# Ideality against temperature for a Gaussian barrier: margin comments on a Mo/4H-SiC diode

**Conventions.** Barriers $\phi$ and widths $\sigma$ are in volts. $V>0$ is forward bias on n-type material, $q>0$, and $k/q = 8.617\times10^{-5}$ V/K, so $kT/q$ is 25.85 mV at 300 K and 17.23 mV at 200 K. Intermediate values are carried unrounded. Guard digits are dropped in the final answer.

## Problem

A Mo contact on an n-type 4H-SiC epilayer is described by the model of Werner and Güttler (1991): a Gaussian distribution of local barriers with mean and variance

$$\phi_m(V)=\phi_{m0}+\rho_2V,\qquad \sigma^2(V)=\sigma_0^2+\rho_3V .$$

Fits of $\ln J$ against $V$, centred on $J=10^{-4}$ A/cm², give the values below. They are assumed, not measured. They were chosen to reproduce the behaviour typical of such contacts, an apparent barrier of 1.1 to 1.2 V and $n$ near 1.05 at room temperature.

| $T$ (K) | $n$ | $\phi_{ap}(0)$ (V) |
|---|---|---|
| 300 | 1.050 | 1.120 |
| 200 | 1.070 | 1.070 |

Typical inputs for 4H-SiC: Richardson constant $A^*=146$ A cm⁻² K⁻², relative permittivity 9.7, $N_c=1.7\times10^{19}$ cm⁻³ at 300 K scaling as $T^{3/2}$, tunnelling mass $0.3\,m_e$. Assumed for the device: $N_D=1.0\times10^{16}$ cm⁻³, area 1 mm², series resistance 2 mΩ cm², uncertainty $\pm0.002$ on each $n$. The band gap is 3.26 eV (compiled value, Deguchi 2016).

(a) Find $\phi_{m0}$, $\sigma_0$, $\rho_2$, $\rho_3$ and $T_0$. (b) Tabulate $n(T)$ and test the form $n\approx1+\rho_2+T_0/T$. (c) Find the barrier that carries the current in the fit window. (d) Estimate the neglected terms.

## Solution

### Comment 1. Where $\sigma^2/2kT$ comes from

Each patch is an independent thermionic diode, and all share one bias. The current density is the area average

$$J=A^*T^2\left(e^{qV/kT}-1\right)\int\frac{d\phi}{\sigma\sqrt{2\pi}}\;e^{-(\phi-\phi_m)^2/2\sigma^2}\,e^{-q\phi/kT}.$$

The step usually skipped is completing the square:

$$-\frac{(\phi-\phi_m)^2}{2\sigma^2}-\frac{q\phi}{kT}=-\frac{(\phi-\phi^*)^2}{2\sigma^2}-\frac{q}{kT}\left(\phi_m-\frac{q\sigma^2}{2kT}\right),\qquad \phi^*=\phi_m-\frac{q\sigma^2}{kT}.$$

The shifted Gaussian integrates to one, so

$$J=A^*T^2e^{-q\phi_{ap}/kT}\left(e^{qV/kT}-1\right),\qquad \phi_{ap}(V)=\phi_m(V)-\frac{q\sigma^2(V)}{2kT}.$$

Two barriers appear. The current is centred on $\phi^*$. The apparent barrier lies halfway between $\phi^*$ and $\phi_m$, because the small area of the low patches is paid for in the same exponent.

### Comment 2. A spread of barriers alone gives $n=1$

If $\phi_m$ and $\sigma$ do not depend on bias, the integral is a constant and $J\propto e^{qV/kT}-1$, however wide the distribution. Ideality measures only how the distribution deforms under bias. With the linear laws,

$$\phi_{ap}(V)=\phi_{ap}(0)+yV,\qquad y=\rho_2-\frac{q\rho_3}{2kT}.$$

Taking $e^{qV/kT}$ out of the bracket gives

$$J=J_0\,e^{q(1-y)V/kT}\left(1-e^{-qV/kT}\right),\qquad J_0=A^*T^2e^{-q\phi_{ap}(0)/kT}.$$

Defining $n$ by $J=J_0e^{qV/nkT}(1-e^{-qV/kT})$ gives $1/n=1-y$, that is

$$\boxed{\frac1n-1=-\rho_2+\frac{q\rho_3}{2kT}}$$

This is exact within the model. The form $J_0(e^{qV/nkT}-1)$ agrees with it only for $V$ above a few $kT/q$.

### Comment 3. Signs and units

$\rho_2$ is dimensionless and $\rho_3$ is in volts (V² per V). A plot of $1/n-1$ against $q/2kT$ has slope $\rho_3$ and intercept $-\rho_2$. An ideality that rises on cooling means $\rho_3<0$: forward bias narrows the distribution and removes part of the advantage of the low patches. Define $T_0=-q\rho_3/2k$, so that $y=\rho_2+T_0/T$. It is the variance that is linear in $V$. A law $\sigma=\sigma_0+\rho V$ would give $q\sigma\rho/kT$ in place of $q\rho_3/2kT$, with other units and a bias-dependent $n$. Before comparing coefficients from two sources, check this point and the sign with which each defines $\rho_2$.

### Comment 4. Part (a), the four parameters

At zero bias $\phi_{ap}(0)=\phi_{m0}-B/T$ with $B=q\sigma_0^2/2k$. Since $1/200-1/300=1/600$ K⁻¹,

$$B=600\ \text{K}\times0.050\ \text{V}=30.0\ \text{V K},\qquad \phi_{m0}=1.120+\frac{30.0}{300}=1.220\ \text{V},$$

$$\sigma_0^2=\frac{2k}{q}B=5.170\times10^{-3}\ \text{V}^2,\qquad\sigma_0=71.9\ \text{mV}.$$

For the ideality, $y=1-1/n$ is 0.04762 at 300 K and 0.06542 at 200 K, a difference of 0.01780. Then

$$T_0=600\ \text{K}\times0.01780=10.68\ \text{K},\qquad\rho_2=0.04762-0.03560=0.01202,$$

$$\rho_3=-\frac{2k}{q}T_0=-1.841\ \text{mV}.$$

With $\delta y=\delta n/n^2$ and independent uncertainties, $\delta T_0=1.5$ K and $\delta\rho_3=0.3$ mV. Because $\rho_2=3y_{300}-2y_{200}$ is an extrapolation to infinite temperature, $\delta\rho_2=0.006$, half its value. Two temperatures fix a line and cannot test it.

The two fits differ in what they need. A factor of 2 in $A^*$ or in the area shifts $\phi_{ap}$ by $(kT/q)\ln2$, which is 17.9 mV at 300 K and 11.9 mV at 200 K. The 6.0 mV difference is 12 per cent of the 50 mV that fixes $\sigma_0^2$. A temperature coefficient of the mean barrier enters the same way. Neither touches $\rho_2$ or $\rho_3$, which come from slopes.

### Comment 5. Part (b), how far this is the $T_0$ anomaly

The exact law is $n=1/(1-y)=1+y+y^2+\dots$, and $n\approx1+\rho_2+T_0/T$ keeps the first order.

| $T$ (K) | $n$ exact | $1+\rho_2+T_0/T$ | $(n-1)T$ (K) |
|---|---|---|---|
| 100 | 1.135 | 1.119 | 13.5 |
| 150 | 1.091 | 1.083 | 13.6 |
| 200 | 1.070 | 1.065 | 14.0 |
| 300 | 1.050 | 1.048 | 15.0 |
| 400 | 1.040 | 1.039 | 16.1 |

The truncation looks harmless in $n$, yet relative to $n-1$ it is of order $y$. Fitting the linear form to the two given points yields $600\ \text{K}\times0.020=12.0$ K and an offset of 0.010. The ratio of the two slopes is

$$\frac{n_{200}-n_{300}}{1/n_{300}-1/n_{200}}=n_{200}\,n_{300}=1.12,$$

so the linear fit overestimates $T_0$ by 12 per cent. Plot $1/n$, not $n$.

The $T_0$ anomaly in its strict sense is $n=1+T_0/T$, or $nT=T+T_0$: a line of unit slope in a plot of $nkT$ against $kT$. The model reaches it only when $\rho_2$ is small against $T_0/T$ and $T_0\ll T$. With $b=1-\rho_2$, division gives

$$nT=\frac{T^2}{bT-T_0}=\frac{T}{b}+\frac{T_0}{b^2}+\frac{T_0^2}{b^2(bT-T_0)} .$$

The asymptote has slope $1/b=1.0122$ and intercept $T_0/b^2=10.9$ K. The last term bends the curve up on cooling and diverges at $T_0/b=10.8$ K, far below the range in which the model holds (Comment 7). The last column of the table shows a trap. Between 100 and 200 K the rise of $\rho_2T$ and the fall of the curvature term largely cancel, so $(n-1)T$ stays between 13.5 and 14.0 K. Such data would pass for a pure anomaly with $T_0$ near 14 K, while $-q\rho_3/2k$ is 11 K.

### Comment 6. Part (c), what conducts in the window

The saturation currents are $J_0=2.0\times10^{-12}$ A/cm² at 300 K and $6.4\times10^{-21}$ A/cm² at 200 K. The bias for $10^{-4}$ A/cm² is $V=n(kT/q)\ln(J/J_0)$:

$$V_{300}=1.050\times25.85\ \text{mV}\times17.72=0.481\ \text{V},\qquad V_{200}=1.070\times17.23\ \text{mV}\times37.29=0.688\ \text{V}.$$

At 300 K and 0.481 V, $\phi_m=1.226$ V, $\sigma^2=4.285\times10^{-3}$ V² and $\sigma=65.5$ mV. This gives $\phi_{ap}=1.143$ V and $\phi^*=1.060$ V. The apparent barrier has risen by 22.9 mV, of which 5.8 mV is the shift of the mean and 17.1 mV the narrowing.

The linear variance would vanish at $\sigma_0^2/|\rho_3|=B/T_0=2.8$ V. Flat band comes first. With $q\xi=kT\ln(N_c/N_D)$ and full ionisation, $\xi$ is 0.192 V at 300 K and 0.118 V at 200 K. The band bending $V_{bb}=\phi_{m0}-\xi-V$ in the window is 0.547 V and 0.415 V.

### Comment 7. How deep in the tail

Half the current flows through barriers below $\phi^*$, which lies $z=q\sigma/kT$ widths below the mean. These patches fill the area fraction $\tfrac12\,\mathrm{erfc}(z/\sqrt2)$. At 300 K, $z=2.53$ and the fraction is $5.7\times10^{-3}$. At 200 K, $\sigma=62.5$ mV, $z=3.63$ and the fraction is $1.4\times10^{-4}$. Extrapolated to 100 K, $V=0.815$ V, $z=7.03$ and the fraction is $1.0\times10^{-12}$. With an assumed patch size of 10 nm × 10 nm the contact holds $10^{10}$ patches, so the expected number below $\phi^*$ is 0.01. The first row of the table is therefore arithmetic and describes no diode of this area. Each temperature samples the distribution around its own $\phi^*$, so a break in the plot of $1/n-1$ need not signal a second Gaussian population. It may show only that the tail is not Gaussian or has run out.

The lower limit of the integral is often defended by noting that $\phi^*\gg\sigma$. The tighter limit is $\phi_{fb}=\xi+V$, since a patch with a lower barrier has no band bending left. In the window $u=(\phi^*-\phi_{fb})/\sigma$ is 5.9 at 300 K and 3.1 at 200 K. A simple estimate replaces $\phi$ by $\max(\phi,\phi_{fb})$ in the Boltzmann factor. The current is then multiplied by

$$H=\tfrac12\,\mathrm{erfc}\!\left(-\frac{u}{\sqrt2}\right)+\tfrac12\,e^{q(\phi_{ap}-\phi_{fb})/kT}\,\mathrm{erfc}\!\left(\frac{\phi_m-\phi_{fb}}{\sigma\sqrt2}\right),$$

and $y$ gains $-(kT/q)\,d\ln H/dV$. At 200 K this is 0.0003 in the window. At $10^{-2}$ A/cm² (0.773 V, $u=2.0$) it is 0.008, nearly half of the 0.01780 that fixes $T_0$. The cold fits must stay at low current.

### Comment 8. Part (d), what $\rho_2$ contains

Image-force lowering is $\Delta\phi=\sqrt{qE/4\pi\varepsilon}$ with the surface field $E=\sqrt{2qN_DV_{bb}/\varepsilon}$, and the static $\varepsilon$ is used in both. Hence $\Delta\phi\propto V_{bb}^{1/4}$. Forward bias reduces $V_{bb}$, so the barrier rises at the rate

$$\rho_{if}=\frac{\Delta\phi}{4V_{bb}}\propto V_{bb}^{-3/4}.$$

For the mean barrier at 300 K, $E=45$ kV/cm, $\Delta\phi=26$ mV and $\rho_{if}=0.0118$. Two corrections to $V_{bb}$ are left out and have opposite signs: $-kT/q$ from the electron tail, and the zero-bias lowering of 30 mV, which should be added back to $\phi_{m0}$. Image force alone moves the mean at a rate as large as the fitted $\rho_2$. The closeness tests nothing, since the ideality values are assumed and $\rho_2$ is uncertain by half. The point is the size: at this doping the mean barrier rises at a rate near 0.01 with no interface layer and no interface states.

Image force also breaks the linear law. The window moves to higher bias on cooling, and at 200 K the mean has $\rho_{if}=0.0146$, a change of 0.0027 or 15 per cent of 0.01780. The ideality, however, is set by the patches that carry the current. For independent patches their band bending is $\phi^*-\xi-V=u\sigma$, which is 0.387 V at 300 K and 0.196 V at 200 K. There $\rho_{if}$ is 0.0154 and 0.0255. The change of 0.0102 is 57 per cent of 0.01780, and averaging the convex $V_{bb}^{-3/4}$ over the current-carrying patches would raise it further. The two-point fit books this as 6.1 K of $T_0$ and $-0.005$ of $\rho_2$, so the fitted $\rho_2$ cannot be read as the image-force rate of the mean. Donor freeze-out raises $\xi$ and adds to it. Losing half the free electrons at 200 K would lower $V_{bb}$ by 11.9 mV.

### Comment 9. Other sources of $n>1$

*Tunnelling.* The Padovani-Stratton energy is $E_{00}=(q\hbar/2)\sqrt{N_D/m\varepsilon}=1.1$ meV. The estimate $n=x\coth x\approx1+x^2/3$ with $x=E_{00}/kT$ adds 0.0006 at 300 K and 0.0013 at 200 K, a change of 0.0007.

*Series resistance.* From $dV/d\ln J=nkT/q+JR_s$ the addition to $n$ is $qJR_s/kT$. In the window $JR_s=0.2$ µV, which is negligible. At 0.1 A/cm² and 300 K the addition is 0.008.

*Minority carriers.* Midgap recombination scales at most as $n_ie^{qV/2kT}$, with the energy $(E_g-qV)/2=1.39$ eV in the Boltzmann factor, against $q(\phi_{ap}-V)=0.66$ eV for thermionic emission. Hole injection scales as $n_i^2/N_D\propto e^{-(E_g-q\xi)/kT}$ and is suppressed against the electron current by $E_g-q\xi-q\phi_{ap}=1.92$ eV. Both drop out at 300 K.

Image force, tunnelling and the flat-band limit together supply about 0.011 of the difference in $y$, or 63 per cent. Removing them leaves about 4 K for narrowing by other mechanisms. This shift exceeds the 1.5 K from the uncertainty in $n$.

### Comment 10. Why $\rho_3$ is negative

The model postulates $\rho_3$. For strictly independent patches image force narrows the spread under bias, because the low patches rise faster than the mean. The excess slope at $\phi^*$ adds 0.0035 to $y$ at 300 K and 0.0110 at 200 K, a change of 0.0074 or 42 per cent of 0.01780. A second mechanism is the pinch-off analysed by Tung. A disc of radius $R_0$ whose barrier is lower by $\Delta$ acts as a dipole sheet. On its axis at depth $d\gg R_0$ it lowers the band edge by $\Delta\,(1-d/\sqrt{d^2+R_0^2})\approx\Delta R_0^2/2d^2$. The undisturbed band edge falls as $2V_{bb}d/W$ for $d\ll W$, where $W$ is the depletion width. The sum of the two lowerings is least at $d^3=\Delta R_0^2W/2V_{bb}$. This is the saddle that electrons cross, and it lies below the surrounding barrier by

$$3\left(\frac{V_{bb}}{W}\right)^{2/3}\left(\frac{\Delta R_0^2}{2}\right)^{1/3}\propto V_{bb}^{1/3},$$

because $W\propto V_{bb}^{1/2}$. If all deviations scale in this way, $\sigma^2=\sigma_0^2(V_{bb}/V_{bb0})^{2/3}$ and

$$\rho_3=-\frac23\,\frac{\sigma_0^2}{V_{bb0}^{2/3}V_{bb}^{1/3}}<0 .$$

With $V_{bb0}=1.028$ V and $V_{bb}=0.547$ V this is $-4.1$ mV, or a local $T_0$ of 24 K. With the same prefactor $\sigma_0^2/V_{bb0}^{2/3}$, the 200 K window at 0.415 V gives $-4.5$ mV, and a two-temperature fit to these slopes would return $T_0=31$ K. The sign is that of the fit. The fitted 10.7 K is 0.34 of this value, and the 4 K left in Comment 9, which assumes independent patches, is 0.13 of it. Within the model at most about a third of the variance behaves as pinched off. The estimate omits the bias dependence of the effective patch area, so it gives an order of magnitude only. It does show that $\rho_3$ is a local slope which steepens towards flat band. Since $\sigma^2(V)$ is then concave, the fitted $\sigma_0^2$ is a tangent intercept lying above the zero-bias variance. Patches smaller than $W$ are also not independent, which is the assumption that Comment 1 began with.

### Answer

For the assumed inputs the model gives $\phi_{m0}=1.22$ V, $\sigma_0=72$ mV, $\rho_2=0.012\pm0.006$, $\rho_3=-1.8\pm0.3$ mV and $T_0=10.7\pm1.5$ K. For independent patches about three fifths of $T_0$ is owed to image force, tunnelling and the flat-band limit, which leaves about 4 K. The first-order form gives 12.0 K from the same two points, and the strict anomaly, $(n-1)T$, gives 14 to 15 K. These numbers belong to the model and its inputs, which were chosen to match the typical barrier and ideality of Mo/4H-SiC, and they are not properties of the material.